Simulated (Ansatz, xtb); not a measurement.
Redistribution: CHBrF2 + C2H5I → C2H4F2 + CH2BrI

Species: CHBrF2 (bromodifluoromethane) `FC(F)Br`, singlet; C2H5I (iodoethane) `CCI`, singlet; C2H4F2 (1,1-difluoroethane) `CC(F)F`, singlet; CH2BrI `BrCI`, singlet. The partners trade Br for CH3; both sit on C, so the bond types are kept.

Shapes, held fixed at every level: PBE0-D4/def2-TZVP. Programs: Ansatz 0.2.0, xtb 6.7.1. The zero-point and thermal change to 298 K, harmonic and unscaled (PBE0-D4/def2-TZVP), is -0.2 kJ/mol.

| level | kind | ΔH(298 K) (kJ/mol) | less CCSD(T)/def2-TZVPP | CPU time (sum over the molecules) |
| --- | --- | --- | --- | --- |
| GFN0-xTB | semi-empirical | +6.8 | +17.6 | 0.22 s |
| PBE-D4/def2-TZVPP | GGA | -3.3 | +7.5 | 18 s |
| r2SCAN-D4/def2-TZVPP | meta-GGA | -3.9 | +6.9 | 34 s |
| B3LYP-D4/def2-TZVPP | global hybrid | -8.7 | +2.1 | 25 s |
| r2SCAN0-D4/def2-TZVPP | global hybrid | -6.7 | +4.1 | 35 s |
| B2PLYP/def2-TZVPP | double hybrid | -10.5 | +0.3 | 36 s |
| MP2/def2-TZVPP | perturbation theory | -11.3 | -0.5 | – |
| CCSD(T)/def2-TZVPP | coupled cluster or CI | -10.8 | 0.0 | 6.2 min |

The highest level, CCSD(T)/def2-TZVPP, gives ΔH(298 K) = -10.8 kJ/mol; the levels span -11.3 to +6.8. They disagree on the sign: 1 of 8 are positive. The column of differences is taken from that level and isn't an error. No measured value is set beside it here. For atoms past krypton def2 sets carry core potentials with scalar relativity. Relativity is left out for Br. Outer-core shells of Br, I are correlated in most correlated rows, in sets that cover them unevenly. Times are processor times on shared x86 and Arm servers, and rough.

Bromine and methyl exchange places with a modest release of heat: every density-functional and wavefunction level makes the reaction exothermic, and only GFN0-xTB reverses the sign. Because the bond types are conserved, the enthalpy measures how each substituent suits its carbon. The CHF2 carbon, depleted of charge by two fluorines, probably gains more from a polarisable, electron-releasing methyl group than from electronegative bromine, while the less electron-poor CH2I carbon accepts bromine at smaller cost. Crowding between bromine and iodine in CH2BrI should work against this preference, evidently without overturning it.

MP2 and B2PLYP lie within 0.5 kJ/mol of CCSD(T), so correlation beyond second order has little net effect on this balance. PBE and r2SCAN recover the direction but less than half of the coupled-cluster exothermicity. Going from r2SCAN to r2SCAN0 closes part of the gap, which suggests that exact exchange improves the description of the polar C–F environment. The reaction enthalpy alone can't apportion the preference between the fluorinated and the iodinated carbon.
